**Q:** I grow Bi₂Te₃ films, and the substrate strains them. In these calculated gaps, compressing the film in its plane and compressing the crystal along all its lengths have opposite effects. Is there a way to estimate such changes on paper?

Band gaps of strained Bi2Te3 (tetradymite structure), with changes relative to the unstrained cell, from Ansatz 0.2.0 (r2SCAN, plane-wave PAW, 500 eV cutoff, 8×8×8 k mesh, no spin polarisation). Geometries were relaxed with r2SCAN+rVV10. Strain is per length, positive for stretching; epitaxial xy strain fixes the in-plane lengths and leaves the normal free.

| strain kind | strain (%) | band gap (eV) | band gap change (eV) | least direct gap change (eV) | gap kind |
| --- | --- | --- | --- | --- | --- |
| epitaxial xy | -4 | 0.748 | 0.053 | 0.374 | indirect |
| epitaxial xy | -3 | 0.897 | 0.202 | 0.288 | indirect |
| epitaxial xy | -2 | 0.892 | 0.197 | 0.197 | direct |
| epitaxial xy | -1 | 0.803 | 0.108 | 0.108 | direct |
| epitaxial xy | 1 | 0.609 | -0.087 | -0.087 | direct |
| epitaxial xy | 2 | 0.510 | -0.185 | -0.185 | direct |
| epitaxial xy | 2.5 | 0.461 | -0.235 | -0.235 | direct |
| hydrostatic | -4 | 0.341 | -0.354 | -0.265 | indirect |
| hydrostatic | -3 | 0.575 | -0.120 | -0.120 | direct |
| hydrostatic | -2 | 0.615 | -0.080 | -0.080 | direct |
| hydrostatic | -1 | 0.657 | -0.039 | -0.039 | direct |
| hydrostatic | 1 | 0.734 | 0.038 | 0.038 | direct |
| hydrostatic | 2 | 0.766 | 0.071 | 0.071 | direct |
| hydrostatic | 3 | 0.764 | 0.069 | 0.095 | indirect |
| hydrostatic | 4 | 0.735 | 0.039 | 0.108 | indirect |

**A:** There is, provided you keep to one gap: the direct gap at Γ, the centre of the Brillouin zone, where the electron wave has the same phase in every cell. In the unstrained crystal it is also the smallest gap, 0.695 eV. The table lists its change as "least direct gap change".

**Q:** Is that the gap I would measure on my film?

**A:** No. The calculation leaves out spin–orbit coupling, which in real Bi₂Te₃ exchanges the order of the band edges at Γ and leaves a gap of very roughly 0.15 eV. Neither the size nor the sign of the slopes below may be carried over to a measured gap. What you can carry over is the way of splitting a strain into parts.

**Q:** Then how do I split it?

**A:** Bi₂Te₃ is a stack of layers, strongly bonded inside and weakly bonded to each other. Think of two limiting cases: change only the lengths within the layers, or change only the length along their normal. Each row of the table is a mixture of the two. In the hydrostatic rows both lengths change by the same percentage. In the epitaxial rows the in-plane length is imposed and the normal is free, so the crystal grows thicker when it is squeezed sideways.

**Q:** What does each part do to the gap?

**A:** For small strains the two effects add:

$$\Delta E_\Gamma \approx -0.024\,\varepsilon_\parallel + 0.063\,\varepsilon_\perp$$

Here $\Delta E_\Gamma$ is the change of the direct gap in eV, and $\varepsilon_\parallel$ and $\varepsilon_\perp$ are the in-plane and normal strains in per cent, positive for stretching. Stretching along the normal widens the gap, and stretching in the plane narrows it less strongly. When all lengths shrink together, the normal wins and the gap narrows. When the film is squeezed only sideways, the normal stretches, both terms have the same sign and the gap widens.

**Q:** Where do the two constants come from?

**A:** From the four rows at ±1 %, averaged within each series. The hydrostatic pair gives a slope of 0.0385 eV per per cent, which is the sum of the two constants. The epitaxial pair gives −0.0975, and there the normal strain is −1.17 times the in-plane strain. Subtracting one relation from the other leaves the normal constant:

$$\frac{0.0385+0.0975}{1+1.17}\approx 0.063$$

The in-plane constant is what remains of the hydrostatic slope.

**Q:** Why should the normal matter so much?

**A:** Theory offers a reason, though the results do not include the orbital character of the band edges. The states near the gap are mainly p orbitals, and some of them point across the space between layers. Their overlap spreads levels into bands, which brings the band edges closer together. Pulling the layers apart should therefore weaken the overlap and open the gap.

Solid iodine is a simpler case: pressing its molecules together broadens their levels into bands and shrinks the gap. The likeness covers only the normal term, because a layer of Bi₂Te₃ also has bonds that stretch in the plane. My guess for the in-plane term is that weaker bonds separate filled and empty states less.

**Q:** Show me one estimate in full.

**A:** Take the epitaxial row at −2 %, which had no part in setting the constants. The same calculation gives a normal strain of +2.4 %, so

$$\Delta E_\Gamma \approx (-0.024)(-2) + (0.063)(2.4) = 0.048 + 0.151 = 0.199\ \text{eV}.$$

The computed change is 0.197 eV. Three quarters of the estimate comes from the thickening, which you never imposed.

**Q:** And if I don't know the thickening?

**A:** Use the average ratio of −1.17. The epitaxial rule then shrinks to 0.098 eV of widening for each per cent of in-plane compression, and the same narrowing for stretching. Over the epitaxial rows this shortcut stays within 0.02 eV of the computed direct gap. It does miss the unequal changes at −1 and +1 %, which follow the unequal normal strains there. That inequality is probably an artefact: the normal strain changes almost evenly from row to row except next to the unstrained cell, so that cell was probably relaxed slightly too thin. Averaging the two rows largely cancels the error.

**Q:** Try a row that might go wrong.

**A:** Take the hydrostatic row at +3 %, also outside the fit. Both strains are 3 %, so the rule gives −0.072 + 0.189 = 0.117 eV. The direct gap widens by only 0.095 eV, so the estimate is about a quarter too high.

Some bending must come in the end: layers pulled far apart would keep the finite gap of a single layer, so the line can't rise for ever. But the epitaxial row at −4 % has a larger normal strain and bends much less. That doesn't settle the matter, because a normal strain can open the space between the layers or thicken the layers themselves, and the figures used here don't tell the two apart. I have no tested cause for the miss.

**Q:** How far can I trust the rule overall?

**A:** For the direct gap, it stays within about 0.01 eV of the calculation in the epitaxial rows and in the hydrostatic rows from −3 to +2 %. These include the four rows that set the constants. The worst row is hydrostatic −4 %, where the gap narrows by 0.11 eV more than estimated. The output after this text compares the rule with the calculation row by row.

**Q:** What happens at −4 %?

**A:** The conduction edge at Γ falls out of step. From −2 to −3 % it rises by 0.57 eV, but in the next step by only 0.49 eV, while the valence edge keeps its pace. The energy zero also moves with strain, but it should drift smoothly, so the kink most likely belongs to the conduction edge. Probably another state has become the lowest one there, and a straight line drawn for the old state can't follow it.

**Q:** What if I want the smallest calculated gap, direct or not?

**A:** Then check the "gap kind" column. States away from Γ combine the same orbitals with other phases, so strain shifts them at other rates, and one of them can become the new band edge. At epitaxial −4 % the direct gap has widened by 0.374 eV but the smallest gap by only 0.053 eV, because the conduction minimum has moved to the zone boundary.

In each of the five indirect rows the rule overestimates the smallest gap, by 0.05 to 0.33 eV. The overestimate may be somewhat larger still, since the edges away from Γ were sought only at a limited set of points. For the smallest calculated gap, use the rule between −2 and +2.5 % in-plane strain for epitaxial films, and between −3 and +2 % for hydrostatic strain.

Numerical output:

```
unstrained gap, eV: 0.6953
hydrostatic slope of the direct gap, eV per %: 0.0385
epitaxial slope of the direct gap, eV per %: -0.0975
normal strain per 1 % of in-plane strain, %: -1.17
in-plane constant before rounding, eV per %: -0.02416
normal constant before rounding, eV per %: 0.06266
shortcut slope for epitaxial strain, eV per %: -0.09773
largest miss of the shortcut in the epitaxial rows, eV: 0.01692
largest miss of the rule in the epitaxial rows, eV: 0.01175
largest miss of the rule, hydrostatic -3 to +2 %, eV: 0.007
rms miss of the rule in all rows beyond 1 % strain, eV: 0.03685
rise of valence edge at Gamma, hydrostatic -2 to -3 %, eV: 0.61
rise of valence edge at Gamma, hydrostatic -3 to -4 %, eV: 0.6308
rise of conduction edge at Gamma, hydrostatic -2 to -3 %, eV: 0.5701
rise of conduction edge at Gamma, hydrostatic -3 to -4 %, eV: 0.4865
rule against calculation (strains in %, energies in eV):
           row  strain  normal strain  in-plane part  normal part      rule  computed direct change  rule less computed  direct gap less gap  rule gap less true gap  volume-only rule
  epitaxial xy      -4          4.599          0.096       0.2897    0.3857                   0.374             0.01175                0.321                  0.3331          -0.04364
  epitaxial xy      -3          3.517          0.072       0.2216    0.2936                   0.288            0.005584                0.086                 0.09192          -0.03186
  epitaxial xy      -2            2.4          0.048       0.1512    0.1992                   0.197              0.0022                    0                0.002533          -0.02053
  epitaxial xy      -1          1.327          0.024      0.08358    0.1076                   0.108          -0.0004242                    0              -9.087e-05         -0.008642
  epitaxial xy       1         -1.014         -0.024     -0.06388  -0.08788                  -0.087           -0.000882                    0               -0.001549           0.01265
  epitaxial xy       2         -2.221         -0.048      -0.1399   -0.1879                  -0.185            -0.00291                    0               -0.002577           0.02283
  epitaxial xy     2.5         -2.849          -0.06      -0.1795   -0.2395                  -0.235           -0.004468                    0               -0.005135           0.02761
   hydrostatic      -4             -4          0.096       -0.252    -0.156                  -0.265               0.109                0.089                  0.1983            -0.154
   hydrostatic      -3             -3          0.072       -0.189    -0.117                   -0.12               0.003                    0                0.003333           -0.1155
   hydrostatic      -2             -2          0.048       -0.126    -0.078                   -0.08               0.002                    0                0.002333            -0.077
   hydrostatic      -1             -1          0.024       -0.063    -0.039                  -0.039                   0                    0              -0.0006667           -0.0385
   hydrostatic       1              1         -0.024        0.063     0.039                   0.038               0.001                    0               0.0003333            0.0385
   hydrostatic       2              2         -0.048        0.126     0.078                   0.071               0.007                    0                0.007333             0.077
   hydrostatic       3              3         -0.072        0.189     0.117                   0.095               0.022                0.026                 0.04833            0.1155
   hydrostatic       4              4         -0.096        0.252     0.156                   0.108               0.048                0.069                  0.1163             0.154
```
